# Polariton blockade in Cu₂O: a wrong conversion from g to U, and its repair

**The attempt on this page is wrong.** It turns the exciton interaction constant $g$ into the mode nonlinearity $U$ without the mode area and without $|X|^4$. The model section below is correct.

## Model

One mode of energy $E$ and full linewidth $G$ is driven at $\omega$:
$$H=(E-\hbar\omega)a^\dagger a+Ua^\dagger a^\dagger aa+F(a+a^\dagger),\qquad d=\Delta-iG/2,\quad \Delta=E-\hbar\omega .$$
Two quanta cost an extra $2U$. For $F\ll G$ the steady amplitudes obey $dc_1+F=0$ and $2(d+U)c_2+\sqrt2Fc_1=0$, so
$$g^{(2)}(0)=\frac{2|c_2|^2}{|c_1|^4}=\frac{|d|^2}{|d+U|^2},\qquad g^{(2)}_{\min}=\frac{s-U}{s+U},\quad s=\sqrt{U^2+G^2},$$
with the minimum at $\Delta=(s-U)/2$. This conventional blockade needs $U\gtrsim G$.

Unconventional blockade (Liew and Savona 2010, Bamba and co-workers 2011) uses two identical modes coupled by $J(a_1^\dagger a_2+a_2^\dagger a_1)$, with mode 1 driven and detected. The amplitudes $c_{n_1n_2}$ obey
$$dc_{10}+Jc_{01}+F=0,\qquad dc_{01}+Jc_{10}=0,$$
$$2(d+U)c_{20}+\sqrt2Jc_{11}+\sqrt2Fc_{10}=0,\qquad 2(d+U)c_{02}+\sqrt2Jc_{11}=0,$$
$$2dc_{11}+\sqrt2J(c_{20}+c_{02})+Fc_{01}=0 .$$
Elimination gives
$$g^{(2)}_{11}(0)=\left|\frac{[2d^2(d+U)+J^2U]\,(d^2-J^2)}{2d^2(d+U)\,[d(d+U)-J^2]}\right|^2 ,$$
which vanishes when $2d^2(d+U)+J^2U=0$. The imaginary and real parts of this condition give
$$\Delta=\frac{\sqrt{4U^2+3G^2}-2U}{6},\qquad J^2U=\tfrac32\Delta G^2-2\Delta^3+2U\left(\tfrac14G^2-\Delta^2\right).$$
For $J\gg G$ these become $\Delta=G/(2\sqrt3)$ and $U=2G^3/(3\sqrt3J^2)$. A detected photon leaves the amplitude of mode 1 at zero, and it recovers by tunnelling, $g^{(2)}_{11}(\tau)\approx[1-\cos(J\tau/\hbar)]^2$ to leading order in $G/J$. The antibunching window is therefore about $\pi\hbar/J$ wide.

## Inputs

We couple to the yellow 6P exciton. Compiled measured values are the low-temperature gap 2.17 eV (Chen 2018) and $\varepsilon_s=7.5$ (Kavoulakis 1997). With a typical exciton Rydberg $\mathrm{Ry}^*=92$ meV and a hydrogenic series:

- the line lies at $E_g-\mathrm{Ry}^*/36$, or 572 nm, and 7P lies 0.68 meV above it;
- $a_B=e^2/(8\pi\varepsilon_0\varepsilon_s\mathrm{Ry}^*)=1.04$ nm;
- $\langle r\rangle=\tfrac12a_B[3n^2-l(l+1)]=53a_B=55$ nm.

Further inputs are a typical 6P width $\Gamma_X=100$ µeV and these assumed values: cavity width $\kappa=100$ µeV, zero exciton–photon detuning ($|X|^2=|C|^2=1/2$), mode radius $w=1.5$ µm, and a deliberately generous $g=20$ µeV µm² for one polarisation. Then $G=|X|^2\Gamma_X+|C|^2\kappa=100$ µeV. The convention is
$$H_{\rm int}=\frac g2\int d^2r\,\psi_X^\dagger\psi_X^\dagger\psi_X\psi_X ,$$
where $g=g_{3D}\int|\chi|^4dz$ already contains the normalised exciton profile $\chi(z)$ across the crystal. The contact form needs an interaction range well below $w$, and $\langle r\rangle$ is a lower bound on that range.

## The wrong attempt

1. Compare $H_{\rm int}$ with $Ua^\dagger a^\dagger aa$ and read off $U=g/2=10$ µeV. **(wrong)**
2. One mode: $g^{(2)}_{\min}=0.82$. **(wrong)**
3. Two modes: $g^{(2)}_{11}(0)=0$ at $\Delta=25.7$ µeV and $J=197$ µeV (196 µeV from the $J\gg G$ form), with a window of about 10 ps. **(wrong)**

The false conclusion is that one trap shows visible antibunching and that two traps with a modest coupling block completely.

## Symptom

Line 1 sets µeV equal to µeV µm². Had we quoted $g$ in µeV nm², the "result" would be $10^6$ times larger. Two limits fail as well. As $|X|\to0$ the mode is a bare photon, $G\to\kappa$ keeps its value here, and the attempt still predicts 0.82, although a linear cavity under coherent drive has $g^{(2)}=1$. As $w\to\infty$ two polaritons never meet, and again $U$ does not move.

## Faulty line

Line 1 identifies the field $\psi_X(\mathbf r)$, of dimension 1/length, with the dimensionless operator $a$, and the exciton with the polariton. In effect it sets the area to 1 µm² and $|X|$ to 1. Lines 2 and 3 are correct algebra on a wrong input.

## Mended calculation

Project on the polariton mode, $\psi_X=X\varphi(\mathbf r)\,a$ with $\int|\varphi|^2d^2r=1$. Each of the four operators carries one Hopfield factor:
$$U=\frac{g|X|^4}{2A},\qquad \frac1A=\int|\varphi|^4d^2r .$$
For $|\varphi|^2=(2/\pi w^2)e^{-2r^2/w^2}$ the integral is $1/(\pi w^2)$, so $A=7.07$ µm² and, with $|X|^4=0.25$, $U=0.354$ µeV. Both limits now give $U\to0$. Saturation of the exciton–photon coupling would add a term proportional to $|X|^3|C|/A$. At zero detuning it has the same weight $1/(4A)$, and we count it inside the assumed $g$.

| | wrong | mended |
|---|---|---|
| $U$ | 10 µeV | 0.354 µeV |
| $g^{(2)}_{\min}$, one mode | 0.82 | 0.993 |
| $\Delta$ at the zero | 25.7 µeV | 28.7 µeV |
| $J$ at the zero | 197 µeV | 1.04 meV |
| $\pi\hbar/J$ | 10 ps | 2.0 ps |

## Size of the error

The slip overstates $U$ by $A/(|X|^4\cdot1\ \mu\mathrm{m}^2)=28.3$, whatever $g$ is. Since $J\propto U^{-1/2}$ for $J\gg G$, the required coupling is understated by 5.3. A pair of traps built to the wrong design ($J=197$ µeV, $\Delta=25.7$ µeV) and carrying the mended $U$ has $g^{(2)}_{11}(0)=0.93$ in this model, in place of zero.

The repair also undermines the two-mode model. Only the photon part tunnels, $J=|C|^2J_C$, so the mended zero needs $J_C=2.1$ meV. This exceeds the 0.68 meV spacing to 7P, the coupled photon modes then mix with neighbouring Rydberg lines, and one polariton per trap with fixed $X$ no longer describes the system. The wrong design, with $J_C=0.39$ meV, was only marginal and hid this. The mended $J$ is thus the formal requirement of the model and no working point.

All these numbers are the model's, not the material's. A typical nonlinearity for Cu₂O cavities near $n=6$ with a micron-thick crystal corresponds to roughly 0.1 to 1 µeV µm², so the mended $U$ probably still overstates a real device by one to two orders of magnitude, which puts the single-mode $g^{(2)}_{\min}$ closer to 1 and the required $J$ higher still.